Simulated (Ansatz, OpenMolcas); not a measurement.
## A ladder of methods for CH7NOSi (SMILES OCN[SiH3])

The species is CH7NOSi (11 atoms), meant as a singlet with charge 0. As SMILES, `OCN[SiH3]`. The coordinates come from a PBE0-D4/def2-TZVP relaxation. This is one conformer, not always the lowest.

```tsv
atom	x (Å)	y (Å)	z (Å)
O	-1.2080	1.8085	-0.6684
C	-0.0098	1.1978	-0.2606
N	0.0215	-0.2043	-0.5522
Si	0.4725	-1.4259	0.5712
H	-1.9307	1.2911	-0.2993
H	0.7769	1.7531	-0.7813
H	0.1508	1.3206	0.8204
H	0.0332	-0.4105	-1.5397
H	-0.2127	-1.1405	1.8601
H	1.9344	-1.5155	0.8581
H	0.0371	-2.7316	0.0127
```

Each level gives the HOMO–LUMO gap (eV). The values are calculated.

```
            level                    kind     program  value (eV)  CPU time
       HF/cc-pVDZ            Hartree–Fock  OpenMolcas       14.64      16 s
     BLYP/cc-pVDZ                     GGA  OpenMolcas        5.57      77 s
     TPSS/cc-pVDZ                meta-GGA  OpenMolcas        5.96   1.7 min
    B3LYP/cc-pVDZ           global hybrid      Ansatz        7.42     5.2 s
   M06-2X/cc-pVDZ         hybrid meta-GGA  OpenMolcas       10.06   1.7 min
  r2SCAN0/cc-pVDZ         hybrid meta-GGA      Ansatz        8.38       9 s
CAM-B3LYP/cc-pVDZ  range-separated hybrid      Ansatz       10.30     6.6 s
    wB97X/cc-pVDZ  range-separated hybrid      Ansatz       12.40      18 s
```

The values span 5.57 to 14.64 eV. Orbital gaps aren't excitation energies; they tend to grow with the share of exact exchange. Times are those of the runs behind each value, whatever else they computed, on shared processors of several kinds: orders of magnitude only.

The gap widens from 5.57 eV with BLYP to 14.64 eV with Hartree–Fock, probably because nonlocal exchange lowers the occupied levels while leaving the virtual ones without the attraction of a hole. Going from B3LYP to CAM-B3LYP raises it from 7.42 to 10.30 eV, whereas M06-2X, a global hybrid, comes close to the latter at 10.06 eV, so a large gap is not unique to range separation.

A wide gap suits a saturated molecule with no π system. The HOMO is probably mainly the nitrogen lone pair, as nitrogen is less electronegative than oxygen. The nearly planar nitrogen is typical of silylamines and fits donation from that lone pair into Si–H σ* orbitals, with electrostatic repulsion and the size of silicon also favouring a flat centre.

The LUMO is less well defined: small saturated molecules generally don't bind an extra electron, and cc-pVDZ has no diffuse functions to describe such a state. The larger gaps would therefore probably shrink in an augmented basis, and they don't establish a converged fundamental gap.
